# Coupling between the ground state and an excited state from linear response

When atoms move, the electronic eigenstates change shape, and the motion can carry electrons from one state to another. This drives nonradiative transitions in molecules and at defects in semiconductors and oxides. The controlling quantity is the derivative coupling between the ground state $\Psi_0$ and an excited state $\Psi_I$,

$$d_{0I}^{\xi}=\langle\Psi_0|\partial_\xi\Psi_I\rangle ,\tag{1}$$

where $\xi$ is one Cartesian nuclear coordinate and $d$ has the unit m$^{-1}$. Time-dependent Hartree–Fock (TDHF) and time-dependent density functional theory (TDDFT) supply no excited-state wavefunction to differentiate, yet $d_{0I}$ follows from their response vectors.

## Premises and notation

1. The electronic Hamiltonian $\hat H(\xi)$ is real (no magnetic field, no spin–orbit term). States and orbitals are real, both states are nondegenerate, and $\hbar\omega_I=E_I-E_0>0$.
2. Only the electron–ion potential $\hat v=\sum_k v(k)$ and the ion–ion repulsion depend on $\xi$.
3. The ground state is a converged self-consistent determinant with a gap. Indices $i,j,k$ label occupied spin orbitals, $a,b$ virtual ones, $p,q,r,s$ either, and $\mu,\nu$ basis functions $\chi$.
4. The Fock or Kohn–Sham matrix $F$ depends on the instantaneous density matrix $P$ only (adiabatic approximation). Its kernel is
$$K_{pq,rs}=\frac{\partial F_{pq}}{\partial P_{rs}}=(pq|sr)+(pq|f_{xc}|sr)-c_x(pr|sq),$$
with $(pq|rs)=\frac{e^2}{4\pi\varepsilon_0}\iint\varphi_p(1)\varphi_q(1)r_{12}^{-1}\varphi_r(2)\varphi_s(2)$ and $c_x$ the fraction of exact exchange. TDHF has $c_x=1$, $f_{xc}=0$.

Differentiating $\langle\Psi_0|\Psi_I\rangle=0$ gives $d_{I0}=-d_{0I}$. The overall sign of $d_{0I}$ follows the arbitrary sign of $\Psi_I$.

## Step 1: exact states

Differentiate $\hat H\Psi_I=E_I\Psi_I$ and project on $\Psi_0$. The term $\partial_\xi E_I\langle\Psi_0|\Psi_I\rangle$ vanishes, and $\langle\Psi_0|\hat H=E_0\langle\Psi_0|$, so $\langle\Psi_0|\partial_\xi\hat H|\Psi_I\rangle+E_0d_{0I}=E_Id_{0I}$. The ion–ion term is a number and drops out by orthogonality. For a local potential,

$$d_{0I}^{\xi}=\frac{1}{\hbar\omega_I}\int\rho_{0I}(\mathbf r)\,\frac{\partial v(\mathbf r)}{\partial\xi}\,d^3r ,\qquad \rho_{0I}(\mathbf r)=\langle\Psi_0|\hat\rho(\mathbf r)|\Psi_I\rangle .\tag{2}$$

This is the off-diagonal Hellmann–Feynman relation. It needs only the excitation energy and the transition density, the form that Chernyak and Mukamel (2000) used for TDDFT.

A second exact relation defines the coupling dynamically. Let the nuclei move with a small velocity $\dot\xi$, write $\Psi=e^{-i\int E_0dt/\hbar}\left[\Psi_0(\xi)+\sum_Ic_I\Psi_I(\xi)\right]$, allow a weak extra perturbation $\hat V$, and keep first order in $\dot\xi$ and $\hat V$. Projection of the Schrödinger equation on $\Psi_I$ gives

$$i\hbar\dot c_I=\hbar\omega_Ic_I+\langle\Psi_I|\hat V|\Psi_0\rangle-i\hbar\dot\xi\,d_{I0} .\tag{3}$$

Any theory that yields an equation of this form defines its own $d_{I0}$.

## Step 2: response amplitudes

In an orthonormal orbital basis the mean-field equation is $i\hbar\dot P=[F+V,P]$. To first order, idempotency of $P$ leaves only the blocks $\delta P_{ai}=x_{ai}$ and $\delta P_{ia}=x_{ai}^*$. The $ai$ element of the commutator is $(\varepsilon_a-\varepsilon_i)x_{ai}+\delta F_{ai}+V_{ai}$, so

$$i\hbar\dot x=Ax+Bx^*+V,\qquad A_{ai,bj}=(\varepsilon_a-\varepsilon_i)\delta_{ab}\delta_{ij}+K_{ai,bj},\quad B_{ai,bj}=K_{ai,jb},\tag{4}$$

where $V$ is the vector of elements $V_{ai}$, and $A$ and $B$ are real and symmetric. Free oscillations $x=cX+c^*Y$ with $c\propto e^{-i\omega t}$ require $AX+BY=\hbar\omega X$ and $BX+AY=-\hbar\omega Y$. The sum and difference read

$$(A+B)(X+Y)=\hbar\omega\,(X-Y),\qquad (A-B)(X-Y)=\hbar\omega\,(X+Y).\tag{5}$$

The modes obey $X_I^TX_J-Y_I^TY_J=\delta_{IJ}$ and $X_I^TY_J-Y_I^TX_J=0$. Expanding $x=\sum_I(c_IX_I+c_I^*Y_I)$ then gives $c_I=X_I^Tx-Y_I^Tx^*$. Use (4) and its complex conjugate, $i\hbar\dot x^*=-(Ax^*+Bx+V^*)$:

$$i\hbar\dot c_I=(X_I^TA+Y_I^TB)x+(X_I^TB+Y_I^TA)x^*+X_I^TV+Y_I^TV^*=\hbar\omega_Ic_I+X_I^TV+Y_I^TV^* .\tag{6}$$

Comparison with (3) identifies $\langle\Psi_I|\hat V|\Psi_0\rangle$ with $X_I^TV+Y_I^TV^*$. The scale of $c_I$ is the same in both equations. An observable changes by $\sum O_{ia}x_{ai}+\text{c.c.}=\sum_Ic_I\sum_{ai}(X_{ai}O_{ia}+Y_{ai}O_{ai})+\text{c.c.}$, which has the exact form $c_I\langle\Psi_0|\hat O|\Psi_I\rangle+\text{c.c.}$ with the same matrix element. Rescaling $c_I$ would multiply one matrix element and divide the other, so only a sign remains free. Real operators therefore couple through $X+Y$ and imaginary ones through $X-Y$. In particular

$$\rho_{0I}(\mathbf r)=\sum_{ai}(X+Y)_{ai}\,\varphi_i(\mathbf r)\varphi_a(\mathbf r),\tag{7}$$

with the spin sum implied. For a closed-shell singlet both spins carry the amplitude $X_{ai}/\sqrt2$, with spatial amplitudes normalised as above, so every sum over $ai$ below becomes $\sqrt2$ times a sum over spatial orbitals. Equations (2) and (7) give the coupling in a complete basis.

## Step 3: moving nuclei and a moving basis

An atom-centred basis travels with the nuclei, and the orbitals live only in the space it spans, so (2) no longer follows. Expand the time-dependent orbitals in the ground-state orbitals $\varphi_p(\xi)=\sum_\mu\chi_\mu(\xi)C_{\mu p}(\xi)$ of the instantaneous geometry, $\psi_j=\sum_p\varphi_p u_{pj}(t)$, and project the time-dependent equation on $\varphi_p$. The time derivative acts on $u$ and on $\varphi_p$:

$$i\hbar\dot u=(F-i\hbar\dot\xi\,T)\,u,\qquad T_{pq}=\langle\varphi_p|\partial_\xi\varphi_q\rangle=-T_{qp}.$$

The antisymmetry comes from differentiating $\langle\varphi_p|\varphi_q\rangle=\delta_{pq}$. In this frame the unperturbed $F$ is diagonal at every geometry, so the motion acts as the imaginary perturbation $V=-i\hbar\dot\xi\,T$. The drift of $X$ and $Y$ with geometry multiplies $c_I$ and is of second order in $\dot\xi$. Equation (6) gives the driving term $-i\hbar\dot\xi\sum(X-Y)_{ai}T_{ai}$, and (3) identifies the sum with $d_{I0}$. Hence

$$d_{0I}^{\xi}=\sum_{ai}(X-Y)_{ai}\,T_{ia}.\tag{8}$$

Now split $T$ into a part from the coefficients and a part from the basis. Write $\partial_\xi C=CU$. A superscript $(\xi)$ marks a skeleton derivative: the basis-function integrals are differentiated while $C$ and the basis-function density matrix stay fixed. Define the half-derivative overlap and its antisymmetric part,

$$Q_{pq}=\sum_{\mu\nu}C_{\mu p}\langle\chi_\mu|\partial_\xi\chi_\nu\rangle C_{\nu q},\qquad \Lambda=\tfrac12(Q-Q^T).$$

Since $S^{(\xi)}=Q+Q^T$, one has $Q=\tfrac12S^{(\xi)}+\Lambda$. Differentiating $C^TSC=1$ gives $U+U^T+S^{(\xi)}=0$, so $\kappa=U+\tfrac12S^{(\xi)}$ is antisymmetric, and

$$T=U+Q=\kappa+\Lambda .\tag{9}$$

## Step 4: the orbital rotation

The rotation $\kappa_{ai}$ follows from the self-consistency condition $F_{ai}=0$, which holds at every geometry. Its total derivative has three parts.

The integrals contribute $F^{(\xi)}_{ai}$.

The outer coefficients in $C^TFC$ contribute $(U^TF+FU)_{ai}=\varepsilon_iU_{ia}+\varepsilon_aU_{ai}$. With $U_{ai}=\kappa_{ai}-\tfrac12S^{(\xi)}_{ai}$ and $U_{ia}=-\kappa_{ai}-\tfrac12S^{(\xi)}_{ai}$ this is $(\varepsilon_a-\varepsilon_i)\kappa_{ai}-\tfrac12(\varepsilon_a+\varepsilon_i)S^{(\xi)}_{ai}$.

The density matrix changes by $U_{pq}n_q+n_pU_{qp}$, with occupations $n$ equal to 1 or 0. Its blocks are $-S^{(\xi)}_{jk}$ (occupied–occupied), $\kappa_{bj}-\tfrac12S^{(\xi)}_{bj}$ (both mixed blocks) and zero. With $G[D]_{pq}=\sum_{rs}K_{pq,rs}D_{rs}$, the $\kappa$ part gives $\sum_{bj}(K_{ai,bj}+K_{ai,jb})\kappa_{bj}$, which completes the matrix $A+B$. The result is the coupled-perturbed equation

$$(A+B)\kappa=-b,\qquad b_{ai}=F^{(\xi)}_{ai}-\tfrac12(\varepsilon_a+\varepsilon_i)S^{(\xi)}_{ai}+G[D]_{ai},\tag{10}$$

with $D_{jk}=-S^{(\xi)}_{jk}$, $D_{bj}=D_{jb}=-\tfrac12S^{(\xi)}_{bj}$, $D_{ab}=0$.

## Step 5: no Z-vector equation

Solving (10) for each of $3N$ coordinates would be costly. Only the product $(X-Y)^T(A+B)^{-1}b$ is needed, so the usual device (the Z-vector of Handy and Schaefer) solves $(A+B)Z=X-Y$ once. Here even that is unnecessary, because (5) already contains the answer $Z=(X+Y)/\hbar\omega_I$. With $\kappa_{ia}=-\kappa_{ai}$, equations (8) to (10) give

$$\boxed{d_{0I}^{\xi}=\frac{1}{\hbar\omega_I}\sum_{ai}(X+Y)_{ai}\Big[F^{(\xi)}_{ai}-\tfrac12(\varepsilon_a+\varepsilon_i)S^{(\xi)}_{ai}+G[D]_{ai}\Big]+\sum_{ai}(X-Y)_{ai}\Lambda_{ia}}\tag{11}$$

A finite-basis expression of this kind was given by Send and Furche (2010). Everything beyond $\langle\varphi_a|\partial_\xi v|\varphi_i\rangle$ is a Pulay term. Because $K$ is symmetric, the last term in the bracket is evaluated by building $G$ once from the symmetrised transition density matrix and contracting it with $S^{(\xi)}$, so the cost resembles that of a ground-state gradient.

**Fixed basis.** For plane waves $Q=0$ and $F^{(\xi)}=\partial_\xi v$, and (11) reduces to (2) with (7).

**Complete moving basis.** Here the skeleton change of each orbital is $\sum_p\varphi_pQ_{pq}$, so $F^{(\xi)}_{ai}=(\partial_\xi v)_{ai}+\varepsilon_iQ_{ia}+\varepsilon_aQ_{ai}+G[Qn+nQ^T]_{ai}$. Insert $Q=\tfrac12S^{(\xi)}+\Lambda$. The overlap parts cancel the other two terms of $b$, leaving $b=\partial_\xi v+(A+B)\Lambda$, where $\Lambda$ stands for the vector $\Lambda_{bj}$. By (5) the extra piece contributes $\sum(X-Y)_{ai}\Lambda_{ai}$, which cancels the last term of (11). All Pulay terms vanish together, and (2) returns.

## Rigid translation

Shift all nuclei equally along $z$. In an atom-centred basis every integral is unchanged, so $b=0$, while $\partial_\xi\chi=-\partial_z\chi$. Then

$$\sum_{\text{atoms}}d_{0I}^{z}=-\sum_{ai}(X-Y)_{ai}\langle\varphi_i|\partial_z\varphi_a\rangle .\tag{12}$$

For exact states the right side is $-\langle\Psi_0|\sum_k\partial_{z_k}|\Psi_I\rangle$. Let $\hat z=\sum_kz_k$ and $z_{0I}=\langle\Psi_0|\hat z|\Psi_I\rangle$. Kinetic energy gives $[\hat T,\hat z]=-(\hbar^2/m_e)\sum_k\partial_{z_k}$, local potentials commute with $\hat z$, and $\langle\Psi_0|[\hat H,\hat z]|\Psi_I\rangle=-\hbar\omega_Iz_{0I}$. With a nonlocal potential $\hat V_{nl}$ included,

$$\sum_{\text{atoms}}d_{0I}^{z}=-\frac{m_e\omega_I}{\hbar}z_{0I}-\frac{m_e}{\hbar^2}\langle\Psi_0|[\hat V_{nl},\hat z]|\Psi_I\rangle .\tag{13}$$

The response equations obey the same rule in a complete basis. For local potentials $A-B$ is the diagonal matrix of $\varepsilon_a-\varepsilon_i$, and $(\varepsilon_a-\varepsilon_i)z_{ai}=\langle\varphi_a|[F,z]|\varphi_i\rangle=(\hbar^2/m_e)\langle\varphi_i|\partial_z\varphi_a\rangle$; the second equation (5) does the rest. Exact exchange adds $c_x\sum_{bj}[(ab|ji)-(aj|bi)]z_{bj}$ to the commutator, and the kernel part of $(A-B)z$ is the negative of this, so the relation $[(A-B)z]_{ai}=(\hbar^2/m_e)\langle\varphi_i|\partial_z\varphi_a\rangle$ survives.

A bright state thus couples to uniform motion of the whole molecule. No real excitation results: the admixture gives the electrons the momentum they need to follow the nuclei, which stationary adiabatic states lack. Dynamics schemes remove it with electron translation factors. Dropping the $\Lambda$ term of (11) is a simple version, since the rest sums to zero over the atoms by construction.

## Pseudopotentials

A local pseudopotential simply replaces $v$. A norm-conserving nonlocal part is a real symmetric operator, so it enters $F^{(\xi)}_{ai}$ as $\langle\varphi_a|\partial_\xi V_{nl}|\varphi_i\rangle$ plus basis terms and still contracts with $X+Y$. Three cautions apply. It probes the transition density matrix away from the diagonal, which Kohn–Sham theory does not render exactly even with an exact functional. By (13), a pseudopotential that reproduces $\omega_I$ and $z_{0I}$ still departs from the all-electron sum by the commutator term, which has to be evaluated case by case. A nonlinear core correction adds $\int\varphi_a\varphi_i f_{xc}\,\partial_\xi\rho_{\rm core}$ to $F^{(\xi)}_{ai}$ (written for a local-density functional). Ultrasoft and projector-augmented schemes have a geometry-dependent overlap operator, so overlap terms appear even with plane waves.

## Range of validity

- $A+B$ and $A-B$ must be positive definite in the spin and spatial symmetry block of the excitation.
- The state must be dominated by single excitations, since an adiabatic kernel produces no others.
- Equation (11) scales as $1/\omega_I$. Near a crossing with the ground state a single-determinant reference fails, and metals have no gap to begin with.
- In the Tamm–Dancoff approximation ($Y=0$, $AX=\hbar\omega X$) equation (5) is lost, and (8) needs one solution of $(A+B)Z=X$.
- Couplings between two excited states lie outside linear response of the ground state.
- Skeleton derivatives of a density functional include the motion of an atom-centred integration grid.

## Illustration: Na$_2$, X $^1\Sigma_g^+$ to A $^1\Sigma_u^+$

**Symmetry.** The transition density has $\Sigma_u^+$ symmetry. The bond stretch is $\Sigma_g^+$, and displacements across the axis are $\Pi$, so all of these give zero. Only the translation along the axis survives. The two atoms therefore have equal couplings, each half of (12), and the bracket term of (11) vanishes for each atom, because its sum and its difference over the two atoms are both zero. The X–A coupling is purely translational.

**Model.** Two valence electrons, TDHF, one normalised Gaussian $\chi\propto e^{-r^2/2a^2}$ per atom, and the local pseudopotential $v(r)=-\frac{e^2}{4\pi\varepsilon_0}\,\mathrm{erf}(r/r_c)/r$, for which the commutator in (13) is zero. The bond length is the typical $R=308$ pm. The values $a=170$ pm and $r_c=152$ pm were chosen so that the atom binds its electron by roughly the ionisation energy of sodium, about 5.1 eV; that is a fit and tests nothing. Atom 1 sits at $z=-R/2$ and atom 2 at $+R/2$, with $\varphi_g=(\chi_1+\chi_2)/\sqrt{2(1+S)}$ and $\varphi_u=(\chi_2-\chi_1)/\sqrt{2(1-S)}$.

**Integrals.** The overlap is $S=e^{-R^2/4a^2}=0.440$. Each product $\chi\chi$ is a Gaussian charge of width $a$, on an atom or (with weight $S$) at the midpoint. Two Gaussian charges interact as $\mathrm{erf}(d/L)/d$, with squared widths adding up to $L^2$. Let $g(d)=\frac{e^2}{4\pi\varepsilon_0}\mathrm{erf}(d/L)/d$ with $L=\sqrt{a^2+r_c^2}=228$ pm, and let $k(d)$ be the same function with $L=\sqrt2a$. Then

$$h_{11}=\frac{3\hbar^2}{4m_ea^2}-g(0)-g(R),\qquad h_{12}=S\Big[\frac{\hbar^2}{m_ea^2}\Big(\frac34-\frac{R^2}{8a^2}\Big)-2g(R/2)\Big],$$

$h_{gg}=(h_{11}+h_{12})/(1+S)$, $h_{uu}=(h_{11}-h_{12})/(1-S)$, and with $\sigma=2k(0)+2k(R)$,

$$J_{gg},J_{uu}=\frac{\sigma\pm8Sk(R/2)+4S^2k(0)}{4(1\pm S)^2},\quad J_{gu}=\frac{\sigma-4S^2k(0)}{4(1-S^2)},\quad K_{gu}=\frac{k(0)-k(R)}{2(1-S^2)} .$$

The numbers are $h_{uu}-h_{gg}=2.07$ eV, $J_{gg}=5.83$ eV, $J_{gu}=5.26$ eV and $K_{gu}=1.495$ eV.

**Response.** With $\varepsilon_g=h_{gg}+J_{gg}$ and $\varepsilon_u=h_{uu}+2J_{gu}-K_{gu}$, the singlet block has $A=\varepsilon_u-\varepsilon_g+2K_{gu}-J_{gu}$ and $B=K_{gu}$. Thus $A-B=1.50$ eV and $A+B=4.49$ eV. Equation (5) with $(X+Y)(X-Y)=1$ gives $\hbar\omega=\sqrt{(A+B)(A-B)}=2.60$ eV, $X+Y=[(A-B)/(A+B)]^{1/4}=0.761$ and $X-Y=1.315$.

**Three matrix elements.** From $\varphi_g\varphi_u=(\chi_2^2-\chi_1^2)/2\sqrt{1-S^2}$ and $\langle\chi_1|\partial_z\chi_2\rangle=SR/2a^2$:

- $\langle\varphi_g|\partial_z\varphi_u\rangle=SR/(2a^2\sqrt{1-S^2})=2.61$ nm$^{-1}$, and $\Lambda_{gu}$ for one atom is minus half of this;
- $\langle\varphi_g|\partial v/\partial Z_1|\varphi_u\rangle=g'(R)/2\sqrt{1-S^2}=-0.945$ nN, since the charge on atom 1 exerts no force on its own ion;
- $z_{gu}=R/2\sqrt{1-S^2}=171.5$ pm, so $z_{0I}=\sqrt2(X+Y)z_{gu}=184$ pm.

| Route to the coupling per atom | Value (nm$^{-1}$) |
|---|---|
| Eq. (11): $\sqrt2(X-Y)\Lambda_{gu}$ | $-2.43$ |
| Eq. (2) without Pulay terms | $-2.44$ |
| Eq. (13): $-m_e\omega z_{0I}/2\hbar$ | $-3.15$ |
| Full CI in the same basis, eq. (1) | $-2.37$ |

The first three agree in a complete basis. Here the dipole route is 30 per cent larger in magnitude than (11), which shows how incomplete the basis is. The closeness of the first two rows is not general. Their ratio is $-2a^2g'(R)/[SR(A+B)]$, which is 1.005 at 308 pm and 1.24 at 500 pm. Only (11) is the coupling that the equations of motion in this basis contain.

**Full CI.** The ground state $c_g|gg\rangle+c_u|uu\rangle$ comes from the matrix with diagonal $2h_{gg}+J_{gg}$, $2h_{uu}+J_{uu}$ and off-diagonal $K_{gu}$, which gives $c_g=0.939$ and $c_u=-0.344$. The excited singlet has the spatial part $(gu+ug)/\sqrt2$ and the energy $h_{gg}+h_{uu}+J_{gu}+K_{gu}$, 3.55 eV above the ground state. Symmetry forbids the CI coefficients from mixing the two states, so (1) gives $\sqrt2(c_g-c_u)\Lambda_{gu}$. The TDHF coupling has an error of 2.5 per cent against this value, although its excitation energy is much lower. The closed-shell reference is also unstable in the triplet block, where $A+B=\varepsilon_u-\varepsilon_g-J_{gu}-K_{gu}=-1.49$ eV; the singlet block used above stays positive.

These are the model's numbers. A basis without valence $p$ functions makes the excited state too ionic: the vertical X–A energy of Na$_2$ is typically about 1.9 eV, so the model's 2.60 eV is too high by more than a third, and the dipole route is proportional to that energy. The two atoms together give $-4.86$ nm$^{-1}$. For a molecule flying along its axis at an illustrative 500 m/s, the steady solution of (3) has $|c_I|=\dot\xi|d|/\omega=6\times10^{-4}$, an admixture that follows the velocity and disappears when the molecule is slowly brought to rest.